**Hand rule for the chemical potential of a spherical Woods-Saxon dot, N = 1 to 26**

The table holds chemical potentials, addition energies, highest eigenvalues, spin counts and rms radii from spin-polarised PBE Kohn-Sham calculations with m-averaged shells for a well with a central point charge, in effective atomic units. The program fits μ = well floor + hard-box level + first-order charge term + charging − exchange, with three constants, for three forms of the charging term, and solves the empty well numerically as a check on the box levels. The uniform-sphere potential averaged over the entering orbital does best, with an rms error of 0.064 hartree* against 0.113 and 0.298, and 0.138 on rows 19 to 26 when fitted to N ≤ 18. It misses the half-shell peaks by 19 % and the 2s pairing region (N = 19, 20) by about 30 % in addition energy. Twice the gap between highest eigenvalue and chemical potential reproduces the 17 plateau addition energies within 4 %.

Spherical quantum dot in effective atomic units (starred), computed with the radks radial solver and Libxc 2 using spin-polarised Kohn-Sham theory, the PBE functional and m-averaged shells. The well is −V₀/(1 + exp((r − R)/a)) with V₀ = 15.2 hartree*, R = 3.22 bohr* and a = 0.26 bohr*, plus a central point charge of 1 e.

## Program and output

```python
# Table: spin-polarised PBE Kohn-Sham spherical Woods-Saxon dot with central charge (radks, Libxc), N=1..26, eff. a.u.
# Tested: hand rule mu = -V0 + box level + charge term + charging - exchange; plateau rules; eps-mu = half slope.
T = {
    'electrons': [1, 2, 3, 4, 5, 6, 7, 8, 9, 10, 11, 12, 13, 14, 15, 16, 17, 18, 19, 20, 21, 22, 23, 24, 25, 26],
    'chemical_potential': [-15.58, -14.85, -13.59, -13.17, -12.73, -12.15, -11.75, -11.33, -10.27, -9.878, -9.481, -9.083, -8.685, -8.174, -7.792, -7.407, -7.021, -6.635, -5.978, -5.364, -4.769, -4.398, -4.027, -3.656, -3.286, -2.916],  # hartree*
    'unpaired_electrons': [1, 0, 1, 2, 3, 2, 1, 0, 1, 2, 3, 4, 5, 4, 3, 2, 1, 0, 1, 0, 1, 2, 3, 4, 5, 6],
    'rms_radius': [1.237, 1.356, 1.557, 1.661, 1.73, 1.785, 1.828, 1.864, 1.909, 1.947, 1.978, 2.006, 2.031, 2.054, 2.075, 2.094, 2.112, 2.128, 2.13, 2.131, 2.149, 2.165, 2.181, 2.196, 2.21, 2.223],  # bohr*
    'highest_eigenvalue': [-15.29, -14.59, -13.38, -12.95, -12.51, -11.95, -11.54, -11.12, -10.08, -9.68, -9.282, -8.884, -8.486, -7.983, -7.599, -7.214, -6.828, -6.442, -5.736, -5.128, -4.583, -4.212, -3.841, -3.471, -3.101, -2.731],  # hartree*
    'highest_level': ['1s up', '1s up', '1p up', '1p up', '1p up', '1p down', '1p down', '1p up', '1d up', '1d up', '1d up', '1d up', '1d up', '1d down', '1d down', '1d down', '1d down', '1d up', '2s up', '2s up', '1f up', '1f up', '1f up', '1f up', '1f up', '1f up'],
    'addition_energy': [None, 1.259, 0.4234, 0.4395, 0.5754, 0.4048, 0.4183, 1.055, 0.3952, 0.3974, 0.398, 0.3978, 0.5111, 0.3825, 0.3849, 0.3859, 0.3861, 0.6566, 0.614, 0.5955, 0.371, 0.3709, 0.3706, 0.3703, 0.3698, None],  # hartree*
}
import numpy as np
from scipy.special import spherical_jn as jn
from scipy.optimize import brentq, least_squares
from scipy.linalg import eigh_tridiagonal
N = np.array(T['electrons'], float); mu = np.array(T['chemical_potential'], float)
rms = np.array(T['rms_radius'], float); eps = np.array(T['highest_eigenvalue'], float)
add = np.array([np.nan if a is None else a for a in T['addition_energy']], float)
R, V0, a, Z = 3.22, 15.2, 0.26, 1.0  # settings from the caption
def bare(l, i, z, h=0.002):
    r = h*np.arange(1, 5001); v = -V0/(1+np.exp((r-R)/a)) - z/r + l*(l+1)/(2*r*r)
    return eigh_tridiagonal(1/h**2+v, -0.5/h**2*np.ones(4999), eigvals_only=True, select='i', select_range=(i, i))[0]
S = []; rows = []; s = (np.arange(4000)+0.5)/4000
for nm, l, i, x0 in [('1s',0,0,3), ('1p',1,0,4.5), ('1d',2,0,5.8), ('2s',0,1,6.3), ('1f',3,0,7)]:
    z0 = brentq(lambda t: jn(l, t), x0-0.5, x0+0.5); w = (s*jn(l, z0*s))**2; w /= w.sum(); d = 2*l+1
    S.append((nm, z0, (w/s).sum(), (w*s*s).sum(), bare(l, i, Z), bare(l, i, 0)))
    rows += [S[-1][:4] + ((k % d)/d, k+1 if k < d else 2*d-k-1) for k in range(2*d)]
rows = rows[:len(N)]; sh = np.array([t[0] for t in rows])
x, g, q, f, unp = (np.array([t[j] for t in rows]) for j in range(1, 6))
pk = np.isin(N, [2, 5, 8, 13, 18, 19, 20]); pl = ~pk & ~np.isnan(add)
assert list(unp) == list(T['unpaired_electrons']) and all(h[:2] == b for h, b in zip(T['highest_level'], sh))
assert np.nanmax(abs(np.diff(mu) - add[:-1])) < 0.011
assert add[pk].min() > add[pl].max() and np.all(eps > mu) and mu[0] < -V0
def parts(p, m, r=rms):
    L, c, J = p; Ru = np.sqrt(5/3)*r
    u = {'A': 1+0*r, 'B': 1/r, 'C': (1.5 - q*L*L/(2*Ru**2))/Ru}[m]
    return np.array([x*x/(2*L*L), -Z*g/L, c*(N-1)*u, -J*f])
pred = lambda p, m, r=rms: -V0 + parts(p, m, r).sum(0)
fit = lambda m, k: least_squares(lambda p: (pred(p, m)-mu)[k], [3, 0.7, 0.1]).x
rm = lambda e: np.sqrt(np.nanmean(e**2))
P = {}; E = {}; lo = N <= 18
for m in 'ABC':
    P[m] = fit(m, N > 0); E[m] = pred(P[m], m)-mu; w = np.argmax(abs(E[m])); ho = (pred(fit(m, lo), m)-mu)[~lo]
    print(f"{m}: L={P[m][0]:.3f} bohr* c={P[m][1]:.3f} J={P[m][2]:.3f}; rms err {rm(E[m]):.3f} (s {rm(E[m][g>2.3]):.3f}, non-s {rm(E[m][g<2.3]):.3f}), worst {E[m][w]:+.3f} N={N[w]:.0f}; fit<=18 on 19-26: rms {rm(ho):.3f}, N=26 {ho[-1]:+.3f} Ha*")
b = min('ABC', key=lambda m: rm(E[m])); L = P[b][0]
for t in S:
    print(f"{t[0]}: x={t[1]:.3f} g={t[2]:.3f} <r2>/L2={t[3]:.3f}; level box({b}) {-V0+t[1]**2/(2*L*L)-Z*t[2]/L:.3f}, bare Z=1 {t[4]:.3f}, bare Z=0 {t[5]:.3f} Ha*")
print(f"N=1: PBE mu - exact bare 1s {mu[0]-S[0][4]:+.3f}; mu+V0 {mu[0]+V0:+.3f}; mu(2)-mu(1) {mu[1]-mu[0]:.2f} Ha*")
print(f"N shell mu errA errB errC | add add({b}) err% | 2(eps-mu); Ha*, rounding of mu 0.005 (N<=9), 0.0005 after")
am = np.append(np.diff(pred(P[b], b)), np.nan)
for i in range(len(N)):
    print(f"{N[i]:2.0f} {sh[i]} {mu[i]:7.3f} {E['A'][i]:+.3f} {E['B'][i]:+.3f} {E['C'][i]:+.3f} | {add[i]:.3f} {am[i]:.3f} {100*(am[i]/add[i]-1):+.0f} | {2*(eps[i]-mu[i]):.3f}")
c0 = (add[pl]/rms[pl]).sum()/(1/rms[pl]**2).sum()
cand = {f'1/R={1/R:.3f}': 1/R+0*N, f'1.2/R={1.2/R:.3f}': 1.2/R+0*N, '0.93/rms': 0.93/rms, f'{c0:.3f}/rms': c0/rms, '2(eps-mu)': 2*(eps-mu)}
print(f"plateau ({pl.sum()} rows) err % min..max: " + "; ".join(f"{k} {100*(v/add-1)[pl].min():+.1f}..{100*(v/add-1)[pl].max():+.1f}" for k, v in cand.items()))
print("plateau mean add (Ha*), add*rms: " + "; ".join(f"{k} {add[pl&(sh==k)].mean():.3f}, {(add*rms)[pl&(sh==k)].mean():.3f}" for k in ['1p', '1d', '1f']))
print(f"peak excess over {c0:.3f}/rms (Ha*): " + "; ".join(f"N={n:.0f} {e:.3f}" for n, e in zip(N[pk], (add-c0/rms)[pk])))
be, la = np.polyfit(np.log(N), np.log(rms), 1); rp = np.exp(la)*N**be
pr = [round(L, 2), round(P[b][1], 3), round(P[b][2], 2)]
print(f"rms={np.exp(la):.3f}*N^{be:.3f} bohr*, max err {100*abs(rp/rms-1).max():.1f}%; {b} rounded {pr}: rms err {rm(pred(pr,b)-mu):.3f}, with power-law rms {rm(pred(pr,b,rp)-mu):.3f}, max {abs(pred(pr,b,rp)-mu).max():.3f} Ha*")
for n in (11, 19):
    i = n-1; k = parts(pr, b)[:, i]; tot = k.sum()-V0
    print(f"worked {b} N={n}: Ru={np.sqrt(5/3)*rms[i]:.3f} f={f[i]:.2f} box {k[0]:.3f} charge {k[1]:.3f} charging {k[2]:.3f} exch {k[3]:.3f} -> {tot:.3f} vs {mu[i]:.3f}, err {tot-mu[i]:+.3f} Ha* ({100*(tot-mu[i])/(mu[i]+V0):+.1f}% of mu+V0)")
```

Output:

```
A: L=2.630 bohr* c=0.388 J=-0.076; rms err 0.298 (s 0.508, non-s 0.240), worst -0.801 N=20; fit<=18 on 19-26: rms 0.576, N=26 +0.689 Ha*
B: L=4.295 bohr* c=1.028 J=0.188; rms err 0.113 (s 0.200, non-s 0.088), worst -0.325 N=20; fit<=18 on 19-26: rms 0.227, N=26 +0.100 Ha*
C: L=3.013 bohr* c=0.948 J=0.010; rms err 0.064 (s 0.090, non-s 0.058), worst -0.130 N=20; fit<=18 on 19-26: rms 0.138, N=26 +0.144 Ha*
1s: x=3.142 g=2.438 <r2>/L2=0.283; level box(C) -15.465, bare Z=1 -15.590, bare Z=0 -14.579 Ha*
1p: x=4.493 g=1.851 <r2>/L2=0.375; level box(C) -14.702, bare Z=1 -14.622, bare Z=0 -13.966 Ha*
1d: x=5.763 g=1.634 <r2>/L2=0.439; level box(C) -13.912, bare Z=1 -13.775, bare Z=0 -13.218 Ha*
2s: x=6.283 g=3.114 <r2>/L2=0.321; level box(C) -14.059, bare Z=1 -13.973, bare Z=0 -12.926 Ha*
1f: x=6.988 g=1.516 <r2>/L2=0.487; level box(C) -13.013, bare Z=1 -12.855, bare Z=0 -12.350 Ha*
N=1: PBE mu - exact bare 1s +0.010; mu+V0 -0.380; mu(2)-mu(1) 0.73 Ha*
N shell mu errA errB errC | add add(C) err% | 2(eps-mu); Ha*, rounding of mu 0.005 (N<=9), 0.0005 after
 1 1s -15.580 +0.167 +0.080 +0.115 | nan 0.586 +nan | 0.580
 2 1s -14.850 -0.176 +0.108 -0.030 | 1.259 1.196 -5 | 0.520
 3 1p -13.590 -0.079 -0.173 -0.094 | 0.423 0.478 +13 | 0.420
 4 1p -13.170 -0.086 -0.120 -0.036 | 0.440 0.466 +6 | 0.440
 5 1p -12.730 -0.113 -0.102 -0.010 | 0.575 0.466 -19 | 0.440
 6 1p -12.150 -0.356 -0.054 -0.124 | 0.405 0.449 +11 | 0.400
 7 1p -11.750 -0.343 -0.022 -0.075 | 0.418 0.444 +6 | 0.420
 8 1p -11.330 -0.350 -0.018 -0.051 | 1.055 1.077 +2 | 0.420
 9 1d -10.270 -0.049 -0.102 -0.034 | 0.395 0.413 +4 | 0.380
10 1d  -9.878 -0.038 -0.087 -0.013 | 0.397 0.411 +4 | 0.396
11 1d  -9.481 -0.032 -0.077 +0.001 | 0.398 0.408 +2 | 0.398
12 1d  -9.083 -0.027 -0.072 +0.011 | 0.398 0.405 +2 | 0.398
13 1d  -8.685 -0.022 -0.071 +0.018 | 0.511 0.412 -19 | 0.398
14 1d  -8.174 -0.207 +0.001 -0.081 | 0.383 0.400 +5 | 0.382
15 1d  -7.792 -0.186 +0.011 -0.063 | 0.385 0.398 +3 | 0.386
16 1d  -7.407 -0.168 +0.016 -0.050 | 0.386 0.396 +3 | 0.386
17 1d  -7.021 -0.151 +0.016 -0.040 | 0.386 0.395 +2 | 0.386
18 1d  -6.635 -0.134 +0.017 -0.031 | 0.657 0.724 +10 | 0.386
19 2s  -5.978 -0.575 -0.189 +0.036 | 0.614 0.448 -27 | 0.484
20 2s  -5.364 -0.801 -0.325 -0.130 | 0.596 0.773 +30 | 0.472
21 1f  -4.769 +0.275 +0.108 +0.048 | 0.371 0.379 +2 | 0.372
22 1f  -4.398 +0.303 +0.114 +0.056 | 0.371 0.375 +1 | 0.372
23 1f  -4.027 +0.330 +0.114 +0.060 | 0.371 0.374 +1 | 0.372
24 1f  -3.656 +0.358 +0.114 +0.063 | 0.370 0.374 +1 | 0.370
25 1f  -3.286 +0.386 +0.114 +0.067 | 0.370 0.373 +1 | 0.370
26 1f  -2.916 +0.415 +0.114 +0.070 | nan nan +nan | 0.370
plateau (17 rows) err % min..max: 1/R=0.311 -29.3..-16.0; 1.2/R=0.373 -15.2..+0.8; 0.93/rms +13.8..+41.1; 0.770/rms -5.8..+16.8; 2(eps-mu) -3.8..+0.4
plateau mean add (Ha*), add*rms: 1p 0.421, 0.719; 1d 0.391, 0.790; 1f 0.371, 0.808
peak excess over 0.770/rms (Ha*): N=2 0.691; N=5 0.130; N=8 0.642; N=13 0.132; N=18 0.295; N=19 0.252; N=20 0.234
rms=1.270*N^0.178 bohr*, max err 6.0%; C rounded [np.float64(3.01), np.float64(0.948), np.float64(0.01)]: rms err 0.064, with power-law rms 0.063, max 0.223 Ha*
worked C N=11: Ru=2.554 f=0.40 box 1.833 charge -0.543 charging 4.437 exch -0.004 -> -9.476 vs -9.481, err +0.005 Ha* (+0.1% of mu+V0)
worked C N=19: Ru=2.750 f=0.00 box 2.179 charge -1.035 charging 8.116 exch -0.000 -> -5.940 vs -5.978, err +0.038 Ha* (+0.4% of mu+V0)
```
